# Notes: conductance of a Luttinger wire between non-interacting leads

**Aim.** I want the linear dc conductance of a clean interacting one-dimensional channel that opens into free reservoirs, and I want to see where the interaction parameter $K$ of the channel drops out. I work with particle current $j$ (atoms/s) and chemical-potential bias, so $G=j/\Delta\mu$ has the units of $1/h$. For electrons $\Delta\mu=eV$ and $I=ej$, which multiplies $G$ by $e^2$. The result is due to Safi and Schulz, Maslov and Stone, and Ponomarenko (all 1995).

## Premises

1. One transverse mode is open, with $\nu=1$ (polarised) or $\nu=2$ (balanced mixture of two spin states, both given the same bias).
2. Temperature, bias and $\hbar\omega$ are far below the channel Fermi energy $E_F$, so the density sector is a harmonic liquid.
3. Interactions are local (contact for atoms, gate-screened for electrons). Velocity $u(x)$ and parameter $K(x)$ vary slowly on the Fermi wavelength $\lambda_F$. Terms oscillating as $e^{2ik_Fx}$ or $e^{4ik_Fx}$ then average out, there is no backscattering, and charge and spin sectors stay decoupled.
4. Outside an interval $[x_1,x_2]$ the parameters are constants $u_0,K_0$, and what leaves the interval does not return. Free leads have $K_0=1$.

The Hamiltonian of the density sector is
$$H=\frac{\hbar}{2\pi}\int dx\Big[uK(\partial_x\theta)^2+\frac{u}{K}(\partial_x\phi)^2\Big]+\int dx\,V\rho ,$$
with $[\phi(x),\partial_y\theta(y)]=i\pi\delta(x-y)$ and $\rho=-\sqrt\nu\,\partial_x\phi/\pi$ the deviation of the total density from equilibrium. For $\nu=2$, $\phi=(\phi_\uparrow+\phi_\downarrow)/\sqrt2$, likewise $\theta$. In this convention $K=1$ is free, $K<1$ repulsive, $K>1$ attractive. $V(x,t)$ is an external potential.

## Step 1: equations of motion

From $\partial_tO=(i/\hbar)[H,O]$ and $[H,\phi(x)]=-i\hbar uK\,\partial_x\theta$ I get $\partial_t\phi=uK\,\partial_x\theta$. Continuity, $\partial_t\rho+\partial_xj=0$, identifies $j=\sqrt\nu\,\partial_t\phi/\pi=\sqrt\nu\,uK\,\partial_x\theta/\pi$.

For the conjugate field I commute $\partial_x\theta(x)$ with the $\phi$ terms and integrate the derivative of the delta function by parts:
$$\partial_t\partial_x\theta=\partial_x\Big(\frac uK\partial_x\phi\Big)-\frac{\sqrt\nu}{\hbar}\partial_xV .$$
Multiplying by $\hbar/\sqrt\nu$ and substituting $\rho$ and $j$,
$$\partial_x j=-\mathcal C\,\partial_t\mu,\qquad \partial_x\mu=-\mathcal L\,\partial_tj+f,$$
where $f=-\partial_xV$ is the force, $\mu\equiv\rho/\mathcal C$, and
$$\mathcal C(x)=\frac{\nu K}{\pi\hbar u},\qquad \mathcal L(x)=\frac{\pi\hbar}{\nu uK}.$$
The energy density becomes $\tfrac12\mathcal Lj^2+\rho^2/2\mathcal C$. So $\mathcal C=\partial n/\partial\mu$ is the compressibility, $\mathcal L$ the inertia, and $\mu$ the shift of the local chemical potential apart from $V$. Eliminating $\mu$ gives the plasmon equation
$$\frac{1}{uK}\partial_t^2j-\partial_x\Big(\frac uK\partial_xj\Big)=\frac{\nu}{\pi\hbar}\partial_tf .$$
These are the equations of a lossless transmission line with $\mathcal{LC}=1/u^2$ and impedance
$$Z=\sqrt{\mathcal L/\mathcal C}=\frac{\pi\hbar}{\nu K}=\frac{h}{2\nu K}.$$
Two points to keep. The operator equations are linear, so they hold for expectation values in any state, and temperature does not enter. And $Z$ depends on $K$ alone, so a change of $u$ at fixed $K$ reflects nothing.

In a uniform region with $f=0$ the general solution is $\rho=\rho_R(x-ut)+\rho_L(x+ut)$. Continuity gives $j_R=u\rho_R$ and $j_L=-u\rho_L$. With $1/\mathcal Cu=Z$ this means $\mu_R=Zj_R$ and $\mu_L=-Zj_L$, hence
$$\mu+Zj=2Zj_R,\qquad \mu-Zj=-2Zj_L .$$

## Step 2: dc conductance for any profile

At frequency $\omega$ (time factor $e^{-i\omega t}$),
$$\partial_x\begin{pmatrix}j\\ \mu\end{pmatrix}=i\omega\begin{pmatrix}0&\mathcal C\\ \mathcal L&0\end{pmatrix}\begin{pmatrix}j\\ \mu\end{pmatrix}+\begin{pmatrix}0\\ f\end{pmatrix}.$$
With $\mathcal C$ and $\mathcal L$ bounded on the finite interval, the transfer matrix from $x_1$ to $x_2$ is $1+O(\omega)$. As $\omega\to0$, $j$ is therefore uniform and $\mu(x_2)-\mu(x_1)=\int f\,dx$, whatever $u(x)$ and $K(x)$ are.

*Driving by a force.* Let $f$ vanish outside $[x_1,x_2]$, with $\int f\,dx=\Delta V$, the drop of $V$ from left to right. Premise 4 allows only outgoing waves: $\mu(x_2)=Z_0j$ and $\mu(x_1)=-Z_0j$. Subtracting, $2Z_0j=\Delta V$. The coefficient $2Z_0$ is not zero, so the limit is regular and
$$G=\frac1{2Z_0}=\frac{\nu K_0}{h}.$$

*Driving by reservoirs.* Set $f=0$. In a free lead with Fermi velocity $u_0$, right movers sent in by the left reservoir are filled up to a shift $\mu_1$. Their density of states per length is $\nu/2\pi\hbar u_0$, so $j_R=\nu\mu_1/h$ and $2Z_0j_R=\mu_1$. The same holds on the right with $\mu_2$. The boundary conditions are
$$\mu(x_1)+Z_0j(x_1)=\mu_1,\qquad \mu(x_2)-Z_0j(x_2)=\mu_2 .$$
With $j$ and $\mu$ uniform, $\mu=(\mu_1+\mu_2)/2$ and
$$\boxed{\,j=\frac{\nu}{h}(\mu_1-\mu_2)\,}$$
That is $1/h$ per spin-resolved mode, $e^2/h$ for electrons, and $2e^2/h$ for a spinful wire. The resistance is two lead impedances $h/2\nu$ in series. The channel adds none, because an inertia and a compressibility carry no dc drop. The interaction fixes only how much density, $\mathcal C(x)\mu$, sits in the channel.

The general value $\nu K_0/h$ describes semi-infinite interacting one-dimensional leads. A real interacting lead of finite length that ends in a free reservoir is part of the interval, and the strict dc value is $\nu/h$ again.

*First correction.* Send in $j_R=1$ from the left and call the outgoing amplitude $t$, so $(j,\mu)=(t,Z_0t)$ at $x_2$. Propagating back to first order, $j(x_1)=t(1-i\omega Z_0\int\mathcal C)$ and $\mu(x_1)=t(Z_0-i\omega\int\mathcal L)$. The condition $\mu+Z_0j=2Z_0$ at $x_1$ gives
$$t=1+i\omega\bar\tau+O(\omega^2),\qquad \bar\tau=\frac12\int_{x_1}^{x_2}\frac{dx}{u}\Big(\frac{K}{K_0}+\frac{K_0}{K}\Big).$$
"dc" means $\omega\bar\tau\ll1$, and $K$ first appears as a delay.

## Step 3: one contact

Now a contact sharp compared with the density pulse, though still smooth on $\lambda_F$. Integrating both first-order equations across it, with finite right-hand sides, shows that $j$ and $\mu$ are continuous. For a wave arriving from region 1 (left) at region 2,
$$j_{in}+j_r=j_t,\qquad Z_1(j_{in}-j_r)=Z_2j_t ,$$
and with $Z\propto1/K$,
$$\frac{j_t}{j_{in}}=\frac{2K_2}{K_1+K_2},\qquad \frac{j_r}{j_{in}}=\frac{K_2-K_1}{K_1+K_2}.$$
A right-moving pulse holds $N=\int j\,dt$ particles and a left-moving one $N=-\int j\,dt$. The reflected share of particle number is then $(K_1-K_2)/(K_1+K_2)$, and the two shares add to 1. Mirror symmetry gives the same number shares for incidence from the right. Define
$$r=\frac{K_0-K}{K_0+K}\;\to\;\frac{1-K}{1+K}\quad(K_0=1).$$

| incidence | number reflected | number transmitted |
|---|---|---|
| lead to wire | $r$ | $1-r$ |
| wire to lead | $-r$ | $1+r$ |

The magnitude is $|1-K|/(1+K)<1$ on either side. A negative share means that an excess returns as a deficit, as in Andreev reflection. For repulsion this happens on leaving the wire, for attraction on entering it. The energy flux $\mu j=\pm Zj^2$ divides as $r^2$ and $(Z_2/Z_1)(j_t/j_{in})^2=4K_1K_2/(K_1+K_2)^2=1-r^2$, so energy is conserved and $r$ is an amplitude, not a probability.

## Step 4: the pulse series

Take a uniform wire of length $\ell$, transit time $\tau=\ell/u$, and a pulse of unit particle number arriving from the left at $t=0$. A share $1-r$ enters. Each internal round trip multiplies by $(-r)^2$, and each exit by $1+r$. The pulse leaving on the right at $(2n+1)\tau$ holds $(1-r^2)r^{2n}$, so
$$T=(1-r^2)\sum_{n\ge0}r^{2n}=1 .$$
On the left there is the prompt echo $r$, then pulses $-r(1-r^2)r^{2n}$ at $(2n+2)\tau$:
$$R=r-r(1-r^2)\sum_{n\ge0}r^{2n}=0 .$$
The late echoes take back exactly what the prompt echo returned. A steady current is a superposition of such pulses, so it is fully transmitted, as in Step 2.

Attaching the phases,
$$t(\omega)=\frac{(1-r^2)e^{i\omega\tau}}{1-r^2e^{2i\omega\tau}}=\frac1{\cos\omega\tau-iA\sin\omega\tau},\qquad A=\frac{1+r^2}{1-r^2}=\frac12\Big(\frac K{K_0}+\frac{K_0}K\Big).$$
Expanding, $t\simeq1+iA\omega\tau$, which is $\bar\tau=A\tau$ from Step 2. The minimum of $|t|^2$ is $1/A^2$, first reached at $\omega\tau=\pi/2$. For non-overlapping pulses the transmitted energy is $(1-r^2)^2\sum r^{4n}=1/A<1$: energy is reflected while net particle number is not.

## Step 5: where $\nu K/h$ goes

Switch on $f=\Delta V\,\delta(x)$ at the wire centre at $t=0$. At first the source sees the wire impedance $Z$ on both sides, so $j(0)=\Delta V/2Z=\nu K\Delta V/h$, the value for an infinite wire. Each front reaches a contact and returns with current ratio $(K_0-K)/(K_0+K)=r$, from Step 3. By linearity the returning fronts cross the source unchanged, and two arrive at each time $n\tau$:
$$j(0,t\to\infty)=\frac{\nu K\Delta V}{h}\Big(1+2\sum_{n\ge1}r^n\Big)=\frac{\nu K\Delta V}{h}\,\frac{1+r}{1-r}=\frac{\nu K_0\Delta V}{h}.$$
So $\nu K/h$ belongs to $\ell\to\infty$ before $\omega\to0$, and a dc measurement on a finite wire takes the limits in the other order.

## Step 6: $K$ for a two-component contact gas

For atoms of mass $m$, total density $n$, $k_F=\pi n/2$, $v_F=\hbar k_F/m$, and interaction $g\,\delta(x)$ between opposite spins, I need $\mathcal L$ and $\mathcal C$. Galilean invariance makes the energy of a uniform flow $mj^2/2n$, so $\mathcal L=m/n$ and $uK=v_F$. The energy per length is $\pi^2\hbar^2n^3/24m+gn^2/4+\dots$. By dimensions the term of order $g^k$ scales as $n^{3-k}$, so orders 2 and 3 have no second derivative in $n$. Then $1/\mathcal C=\pi\hbar v_F/2+g/2$, and
$$K=(1+y)^{-1/2},\qquad u=v_F/K,\qquad y=\frac{g}{\pi\hbar v_F},$$
with the first correction to $K^{-2}$ at order $y^4$, taking the weak-coupling power series as given. The extremes bound the echo. Infinite repulsion gives the energy of spinless fermions of density $n$, $1/\mathcal C=2\pi\hbar v_F$, so $K=1/2$ and $r=1/3$. Tightly bound hard-core pairs (mass $2m$, density $n/2$) give $1/\mathcal C=\pi\hbar v_F/8$, so $K=2$ and $r=-1/3$.

## Range of validity

- **Backscattering.** Step 2 needs contacts long compared with $\lambda_F$ and no disorder. A residual barrier lowers $G$, and that loss does depend on $K$. For $\nu=2$ with spin-rotation symmetry and repulsion it scales asymptotically as $T^{K-1}$, times logarithms from the marginal spin coupling, and the $K$-dependent growth stops near $k_BT\sim\hbar u/\ell$.
- **Contact shape.** The single coefficient $r$ needs pulses longer than the contact. Shorter pulses see a graded impedance and their echo is weaker and smeared. The sums $T=1$, $R=0$ survive, by Step 2.
- **Energy scales.** $k_BT$ and $\Delta\mu$ must be small against $E_F$ and against the distance to the next transverse mode. There is no condition on $k_BT$ relative to $\hbar u/\ell$ in the clean case.
- **Spin sector.** At strong repulsion the spin exchange energy falls far below $E_F$. Once $k_BT$ exceeds it the spin sector is not harmonic and adds a resistance (Matveev 2004). The temperature condition is then set by the exchange energy.
- **Lattice.** At commensurate filling, umklapp is not oscillating, premise 3 fails and a Mott gap can open.
- **Reservoirs.** For atoms the scattering length $a$ is the same everywhere. I justify $K_0=1$ by dilution: the density carried by the one transmitted mode spreads over a growing cross-section, and the mean-field shift it causes falls inversely with that area. This needs normal Fermi-liquid reservoirs, few collisions near the contacts, and $\Delta\mu$ understood as the thermodynamic bias. It fails for superfluid or strongly pair-fluctuating reservoirs.

## Numbers

**$^6$Li constriction.** All inputs are assumed, of typical size: $m=6.015$ u, two hyperfine states, isotropic confinement $\omega_\perp=2\pi\times20$ kHz, $E_F=\hbar^2k_F^2/2m=h\times4$ kHz in the channel (set by an optical gate), $\ell=20\ \mu$m, $a=+500\,a_0$, $T=30$ nK, reservoir Fermi energy $h\times8$ kHz. Positive $a$ means the repulsive branch, metastable against dimer formation.

The free-gas values are $E_F/k_B=192$ nK, $v_F=23.0$ mm/s, $k_F=2.18\ \mu$m$^{-1}$, $\lambda_F=2.88\ \mu$m, $n=1.39\ \mu$m$^{-1}$, about 28 atoms in the channel. For $g$ I use Olshanii's result (1998),
$$g=\frac{2\hbar\omega_\perp a}{1+\zeta(\tfrac12)\,a/a_\perp},\qquad a_\perp=\sqrt{2\hbar/m\omega_\perp}.$$
Here $a=26.5$ nm, $a_\perp=410$ nm, the denominator is $0.906$, and $y=0.101$. At collision energy $E$, $\zeta(\frac12)$ is replaced by the Hurwitz function $\zeta(\frac12,1-\epsilon)\simeq\zeta(\frac12)+\frac\epsilon2\zeta(\frac32)$ with $\epsilon=E/2\hbar\omega_\perp$. For $E=2E_F$, $\epsilon=0.2$ and $g$ falls by about 2 %, which makes the third figure of $y$ and $K$ uncertain. The $y^4$ term is of order $1\times10^{-4}$.

The model gives $K=0.953$, $u=24.2$ mm/s, $\tau=0.83$ ms and $r=0.024$. The first transmitted pulse holds $0.9994$ of the atoms and the second $6\times10^{-4}$. A force switched on at the centre drives $0.953$ of $2\Delta V/h$ at first and $K(1+2r)=0.999$ of it after one $\tau$. For $\Delta\mu=h\times400$ Hz (19 nK) the dc current is $800$ atoms/s, against $762$ atoms/s from the infinite-wire value $2K/h$, a difference of 5 %.

Two neglected terms need sizes. Thermal depletion at the band bottom is, for free fermions, about $e^{-E_F/k_BT}=e^{-6.4}$, or $0.2$ %, which is harmless. The reservoir interaction is not. With $k_{res}a=0.08$, the Hartree chemical potential of a uniform reservoir, $E_{res}(1+4k_{res}a/3\pi)$, raises $\partial\mu/\partial n$ by $2k_{res}a/\pi=5$ %. A bias inferred from atom numbers with the free compressibility would be off by as much as the effect I want to exclude. As typical knowledge, weakly interacting $^6$Li point contacts show plateaus near $1/h$ per spin and mode, while near the Feshbach resonance on the attractive side the conductance can be several times larger, which lies outside the reservoir premise.

**GaAs wire beside it.** Assume $m^*=0.067\,m_e$, $n=50\ \mu$m$^{-1}$, $\ell=2\ \mu$m, a parabolic band so that $uK=v_F$, and $K=0.7$ chosen as a typical value for a gated wire, not derived. Then $v_F=1.36\times10^5$ m/s, $u=1.9\times10^5$ m/s, $\tau=10$ ps and $r=0.18$. The first two transmitted pulses hold $0.97$ and $0.03$ of the charge, and $|t|^2$ dips to $0.88$ at $1/4\tau=24$ GHz. The model's dc conductance is $2e^2/h=77.48\ \mu$S, not $2Ke^2/h=54\ \mu$S. Cleaved-edge GaAs wires typically show plateaus below this, by up to roughly a quarter, which is commonly attributed to scattering at the contacts to the two-dimensional gas, a process that premise 3 excludes.